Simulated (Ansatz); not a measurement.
## CaMg: phonon entropy and phonon heat capacity against temperature

Harmonic vibrational free energy, entropy and heat capacity at constant volume, per atom, from the force constants of a q mesh, imaginary modes left out; plane waves with PAW datasets, Gamma-centred k mesh. The results are calculated, by Ansatz 0.2.0.

Structure of every row (space group Pm-3m, No. 221):
```
CaMg
1.0
      3.9274     0.0000     0.0000
      0.0000     3.9274     0.0000
      0.0000     0.0000     3.9274
Ca Mg
1 1
Direct
  0.00000 0.00000 0.00000
  0.50000 0.50000 0.50000
```

Settings of every row: functional PBEsol; dispersion none; spin none; wave cutoff 420 eV; k mesh 12x12x12; occupations fermi dirac; smearing width 0.15 eV; pressure 0 GPa; phonon method linear response; q mesh 4x4x4.

Limits: metal sensitive to the k mesh; the cell comes from a prototype or a list of computed structures and needn't be the stable phase.

| row | temperature (K) | phonon entropy (kB/atom) | phonon heat capacity (kB/atom) | phonon free energy (meV/atom) |
| --- | --- | --- | --- | --- |
| 1 | 200 | 3.343 | 2.743 | -1.3 |
| 2 | 300 | 4.486 | 2.881 | -35.3 |
| 3 | 400 | 5.323 | 2.932 | -77.7 |
| 4 | 500 | 5.98 | 2.956 | -126.5 |
| 5 | 600 | 6.521 | 2.969 | -180.5 |
| 6 | 700 | ? | ? | ? |
| 7 | 800 | 7.377 | 2.982 | -300.6 |
| 8 | 900 | 7.728 | 2.986 | -365.7 |
| 9 | 1000 | 8.043 | 2.989 | -433.7 |

Question: what phonon entropy and phonon heat capacity should row 6 give?

Worked fit of phonon entropy. Entropy rises as the heat capacity times the change of ln T, so take t = ln(T / 300 K). The shown rows have t = -0.4055, 0, 0.2877, 0.5108, 0.6931, 0.9808, 1.0986, 1.204. Least squares give phonon entropy = 4.4933 + 2.87295 × t + 0.06531 × t² kB/atom; a straight line predicts inner rows, each left out in turn, worse (root mean square 0.016 against 0.0055 kB/atom). The rows lie off it by 0.004, -0.007, -0.002, 0.002, 0.005, 0.003, 0.000, -0.004 (root mean square 0.0039 kB/atom), a smooth pattern that one more power would take up: the form is only approximate. The slope at t = 0, 2.87 kB/atom, estimates the heat capacity at 300 K. The withheld row has t = 0.8473, so the fit gives 4.4933 + 2.87295 × (0.8473) + 0.06531 × (0.8473)² = 6.974 kB/atom.

The calculation gave 6.979 kB/atom. The fit lies 0.005 kB/atom (0.11 % of the column's range) below it; its largest miss of a shown row is 0.007 kB/atom.

Worked fit of phonon heat capacity. At high temperature a harmonic heat capacity falls short of its limit by a term in 1/T², so take t = (100 K / T)². The shown rows have t = 0.25, 0.11111, 0.0625, 0.04, 0.02778, 0.01562, 0.01235, 0.01. Least squares give phonon heat capacity = 2.9995 − 1.0997 × t + 0.295 × t² kB/atom; a straight line predicts inner rows, each left out in turn, worse (root mean square 0.0017 against 0.00024 kB/atom). All shown rows lie on it to the printed digit. The constant, 2.9995 kB/atom, is to be held against the harmonic limit of 3 k_B an atom. The withheld row has t = 0.02041, so the fit gives 2.9995 − 1.0997 × (0.02041) + 0.295 × (0.02041)² = 2.977 kB/atom.

The calculation gave 2.977 kB/atom. The fit meets it to the printed digit.

The other values of row 6: phonon free energy -238.7 meV/atom.
